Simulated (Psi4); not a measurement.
## A ladder of methods for C2H2GeN2 (SMILES N#[C][GeH2][C]#N)

C2H2GeN2 has 7 atoms, charge 0, and is taken as a singlet. As SMILES, `N#[C][GeH2][C]#N`. Geometry: optimised at PBE0/def2-TZVP.

Quantity: the dipole moment, in D. The values are calculated.

```csv
level,kind,program,value (D),CPU time
PBE-D4/def2-TZVPP (density fitting),GGA,Psi4,4.04,34 s
r2SCAN-D4/def2-TZVPP (density fitting),meta-GGA,Psi4,4.13,77 s
B3LYP-D4/def2-TZVPP (density fitting),global hybrid,Psi4,4.18,32 s
PBE0-D4/def2-TZVPP (density fitting),global hybrid,Psi4,4.17,33 s
wB97M-V/def2-TZVPP (density fitting),range-separated hybrid,Psi4,4.20,90 s
```

All-electron rows without a relativistic Hamiltonian named are non-relativistic. The values span 4.04 to 4.20 D. Magnitudes only. Times are those of the runs behind each value, whatever else they computed, on shared processors of several kinds: orders of magnitude only.

The dipole moment of dicyanogermane is large and depends only weakly on the functional. PBE gives the lowest value, 4.04 D, while r2SCAN at 4.13 D already lies close to the hybrids, which fall between 4.17 and 4.20 D. Because all rows share one geometry, the spread reflects differences in the electron density rather than in structure, probably a slightly weaker charge separation in PBE.

The size of the moment follows from the bonding. Each cyano group is strongly polar, with its negative end at nitrogen, and the polarity of the bond between electropositive germanium and carbon points the same way. At a roughly tetrahedral germanium the two Ge–C≡N arms are not opposed, so their moments add along the bisector instead of cancelling as they would in a linear arrangement.

The narrow range supports a strongly polar molecule, but it does not rank the functionals by accuracy, since agreement among density functionals could hide an error common to them all.
